Density of states of Ta₃Ru (Cmmm, 4-atom primitive cell; conventional a = 3.310, b = 4.671, c = 8.740 Å) from Ansatz 0.2.0: r2SCAN, scalar-relativistic PAW, no spin polarisation, 500 eV cutoff, k mesh 24×24×9 (density: 16×16×6, Gaussian smearing 0.1 eV). Energies count from the Fermi level in 0.2 eV bins (tetrahedra); d columns are Löwdin projections summed over sites.

| energy (eV) | density of states total (states/eV/cell) | DOS Ta 5d (states/eV/cell) | DOS Ru 4d (states/eV/cell) |
| --- | --- | --- | --- |
| -4.75 | 3.420 | 1.210 | 1.380 |
| -4.55 | 3.870 | 1.360 | 1.700 |
| -4.35 | 4.240 | 1.560 | 1.890 |
| -4.15 | 3.870 | 1.670 | 1.520 |
| -3.95 | 3.500 | 1.650 | 1.240 |
| -3.75 | 4.660 | 2.130 | 1.920 |
| -3.55 | 3.820 | 1.610 | 1.960 |
| -3.35 | 4.730 | 2.250 | 2.180 |
| -3.15 | 4.420 | 1.930 | 2.170 |
| -2.95 | 3.050 | 1.440 | 1.350 |
| -2.75 | 4.720 | 2.400 | 1.990 |
| -2.55 | 4.730 | 2.140 | 2.270 |
| -2.35 | 2.940 | 1.600 | 1.140 |
| -2.15 | 3.090 | 1.920 | 0.930 |
| -1.95 | 4.350 | 2.720 | 1.270 |
| -1.75 | 4.970 | 3.450 | 1.140 |
| -1.55 | 4.730 | 3.370 | 1.010 |
| -1.35 | 5.290 | 3.850 | 0.960 |
| -1.15 | 5.260 | 3.680 | 0.960 |
| -0.95 | 5.250 | 3.540 | 1.060 |
| -0.75 | 4.360 | 3.050 | 0.730 |
| -0.55 | 3.930 | 2.770 | 0.610 |
| -0.35 | 3.470 | 2.380 | 0.660 |
| -0.15 | 3.550 | 2.150 | 1.000 |
| 0.05 | 3.690 | 2.010 | 1.290 |
| 0.25 | 3.810 | 2.080 | 1.310 |
| 0.45 | 4.140 | 2.410 | 1.290 |
| 0.65 | 3.310 | 1.850 | 1.020 |
| 0.85 | 2.600 | 1.490 | 0.690 |
| 1.05 | 2.290 | 1.410 | 0.550 |
| 1.25 | 1.970 | 1.280 | 0.480 |
| 1.45 | 1.870 | 1.310 | 0.380 |
| 1.65 | 1.880 | 1.320 | 0.420 |
| 1.85 | 1.860 | 1.380 | 0.360 |
| 2.05 | 2.090 | 1.620 | 0.340 |
| 2.25 | 2.430 | 1.810 | 0.460 |
| 2.45 | 2.550 | 1.930 | 0.450 |
| 2.65 | 2.630 | 2.050 | 0.400 |
| 2.85 | 2.720 | 2.120 | 0.390 |
| 3.05 | 3.320 | 2.530 | 0.470 |

Three fractions sum up this table. Ru supplies about half of the d states deep in the occupied band, about a fifth of them just below the Fermi level, and almost two fifths at the Fermi level itself. One atom in four is Ru, so a quarter would be its share by head count. Measured against that, the d states are Ru-rich, then Ru-poor, then Ru-rich again as the energy rises, and the last of these turns is the one that a simple picture of bonding does not foresee.

## The simple picture

A density of states tells how many electron states lie in an interval of energy. The columns DOS Ta 5d and DOS Ru 4d give the parts of it that lie on the d shells, with three Ta atoms summed in one column and a single Ru atom in the other. The useful quantity here is the Ru share: DOS Ru 4d divided by the sum of the two d columns.

Ru stands further to the right in the periodic table than Ta, and along a row the nuclear charge grows faster than the d electrons screen it. Although the two atoms belong to different rows, the 4d level of Ru is therefore expected to lie deeper than the 5d level of Ta. Let one orbital of each kind, with energies $\varepsilon_{\rm Ru}<\varepsilon_{\rm Ta}$, mix through a coupling $t$. A mixed state of energy $E$ with amplitudes $c_{\rm Ru}$ and $c_{\rm Ta}$ obeys

$$(E-\varepsilon_{\rm Ru})\,c_{\rm Ru}=t\,c_{\rm Ta},\qquad (E-\varepsilon_{\rm Ta})\,c_{\rm Ta}=t\,c_{\rm Ru}.$$

Dividing one equation by the other removes the coupling:

$$\frac{c_{\rm Ru}^2}{c_{\rm Ta}^2}=\frac{E-\varepsilon_{\rm Ta}}{E-\varepsilon_{\rm Ru}}.$$

The bonding state lies below both levels, hence further from that of Ta, and the ratio exceeds one. The antibonding state lies above both, and the ratio is less than one. Bonding states lean towards the atom with the deeper level, antibonding states towards the other.

In a solid each of the two states spreads into a band. The picture then predicts a Ru-rich region at low energy, a Ta-rich region at high energy, and a single passage from one to the other.

## Where it works

The low energies, at the head of the table, follow this pattern. From −4.75 to −2.35 eV the Ru share scatters around one half, twice what the head count would give. It then drops quickly, and between −1.35 and −0.35 eV it stays near one fifth. At the highest energies, from about 2 eV, it is again about a fifth or less.

The passage can be seen in the columns themselves. Between −2.55 and −2.35 eV DOS Ru 4d falls by half, while DOS Ta 5d falls by only a quarter. Here the Ru-rich part of the band comes to its end. Above it Ta takes over and reaches its highest value in the table, 3.85 states/eV/cell, at −1.35 eV.

## The rows that break it

The break runs from −0.15 to 1.05 eV, across the Fermi level. The Ru share more than doubles between −0.55 and 0.05 eV, from 18 to 39 %, and then sinks back over more than 1 eV. A single passage from Ru-rich to Ta-rich has no room for such a return.

To give the break a size, the simple picture needs a smooth curve. A soft step serves the purpose:

$$S(E)=38.4-10.3\,\arctan\frac{E+2.3}{0.5},$$

with $S$ the Ru share in percent and $E$ in eV. The width of 0.5 eV was set by hand and not fitted. The two coefficients and the position of the step come from a least-squares fit to all 40 rows, those of the break included.

Take the row at 0.05 eV, whose bin holds the Fermi level. The arctangent of $2.35/0.5$ is 1.36, so the step gives $38.4-10.3\times1.36$, or about 24 %. The table gives $1.29/(1.29+2.01)$, or 39 %. The difference of 15 percentage points is the largest miss of the whole fit, although this row helped to determine the curve. It means that more than a third of the Ru weight at the Fermi level lies beyond what the fitted step gives.

Summed over the seven rows of the break, the surplus comes to about 0.4 Ru states per cell, out of some 1.4 that the Ru column holds there. This is about three tenths of the Ru weight in these rows, though only a small part of the ten states of a d shell, and its exact size depends on the curve chosen. A straight line through all rows describes the table somewhat less well and lowers the miss at the Fermi level from 15 to about 10 points. It also turns the Ta-rich rows below the Fermi level into the larger exception. Under both curves, however, Ru lies above the smooth course in each of the seven rows.

## Why Ru comes back

The two-orbital picture gives each atom one level. A d shell has five orbitals, and in a metal they form a band with a structure of its own. When the atoms sit as in a body-centred cubic crystal, this band is known to have two lobes. States that are mostly bonding between neighbours gather in the lower lobe, mostly antibonding ones in the upper, and a valley lies between them.

Ta₃Ru is built nearly in this way. The ratio of the cell edges $b/a$ is 1.41, close to $\sqrt2$, as in the densest planes of a body-centred cubic metal. Four such planes are stacked along $c$, three of Ta and one of Ru. The stack is about 7 % shorter than in a cubic crystal with the same $a$. Each Ru atom has four Ta neighbours in the adjoining planes and four Ru neighbours, slightly further away, in its own.

Both d columns show a valley, but at different energies. That of Ru lies near −0.55 eV, that of Ta near 1.25 eV. A likely reason is that the deeper level of Ru has carried its valley down with it, and the upper lobe as well. This lobe then falls into the energy range where Ta, apart from a bump at 0.45 eV, is running towards its own valley. The return of Ru at the Fermi level is thus, on this reading, the upper part of the Ru 4d band.

A count of electrons shows how much weight is involved. The same calculation places 7.3 electrons in the Ru 4d shell, which can hold ten, so 2.7 states must be empty. About 1.2 of them lie within 1.15 eV above the Fermi level. This range therefore holds a large part of all the empty d states that Ru has, although the smooth step would also place some Ru weight there.

The count also shows how full each lobe is. Between the Ru valley and the Fermi level lie about 0.5 Ru states, so the part of the Ru band below the valley holds nearly seven electrons. With 7.3 electrons, Ru has filled it and begun on the upper lobe. A Ta atom has only about four 5d electrons and would need nearly five to reach its valley. One common Fermi level thus cuts the two shells on opposite sides of their valleys. The lower lobes are not equally large, as one expects when bonding states lean towards Ru, so the two bands are not copies of each other.

On this reading, depth and filling act together. The difference in depth favours Ru at the bottom of the band and also sets the two valleys apart. The number of electrons in the cell then decides where the Fermi level falls among the lobes. One compound cannot show whether the same reading holds for related alloys.

The idea of two similar curves at different heights can be tried on the table. Over the first 31 rows, DOS Ru 4d and DOS Ta 5d at the same energy are hardly related, with a correlation of −0.2. If the Ta curve is read 1.8 eV higher, the distance between the valleys, the correlation rises to 0.6. Part of this gain is built in, because the shift was chosen to bring the valleys together. The likeness also ends above the valley, where Ta keeps climbing while Ru soon fades.

That the states of the Ru lobe are mostly antibonding is expected from the body-centred cubic pattern and was not computed here. The bonds concerned may be those between Ru atoms within their plane, those between Ru and Ta, or both. A division by atoms cannot separate them, since either kind of bond would place weight on Ru.

## Why the total hides it

The second column alone gives little hint of this. From −0.55 to 0.25 eV the total changes by only −0.12 states/eV/cell in all, with a shallow dip to 3.47 in between. Over the same interval Ta loses 0.69 and Ru gains 0.70. The flat stretch around the Fermi level is the sum of a falling curve and a rising one. The small peak of the total that follows at 0.45 eV comes from Ta, since Ru hardly changes between 0.25 and 0.45 eV.

For the properties of the metal this difference matters. The electronic heat capacity at low temperature depends on the total at the Fermi level and does not tell which atom supplies it. A change at a single site acts on an amount of d weight that depends on the atom: at 0.05 eV one Ru atom carries 1.29 states/eV, one Ta atom on average 0.67. Ta still leads in the sum, but only because there are three of it.

The conditions of the calculation bear on this point in two ways. Spin–orbit coupling is left out, and in a 5d metal it can move or split bands by tenths of an eV. That could reshape the edges of a feature more than 1 eV wide, but would hardly remove it. The magnetic moment was also held at zero, so the non-magnetic state is an assumption here and not a result.

## A break of the opposite kind

The row at −2.95 eV makes a useful contrast. There the total drops by a third against the mean of its two neighbours, one of the sharpest notches in the table. Yet Ta and Ru both drop by about the same third, and the Ru share stays near one half.

When two atoms lose weight together, the likely reason is that they share the bands concerned. Strongly mixed bands begin and end for both atoms at once, and an interval between two such edges is poor in states of either kind. This is an inference from the equal losses, and the depth of so narrow a notch may still depend on the mesh of k points.

The two breaks call for different columns. At −2.95 eV the total shows a notch and the composition stays put; around the Fermi level the composition shifts and the total changes little. A smooth total is therefore no sign that the states beneath it keep the same character.
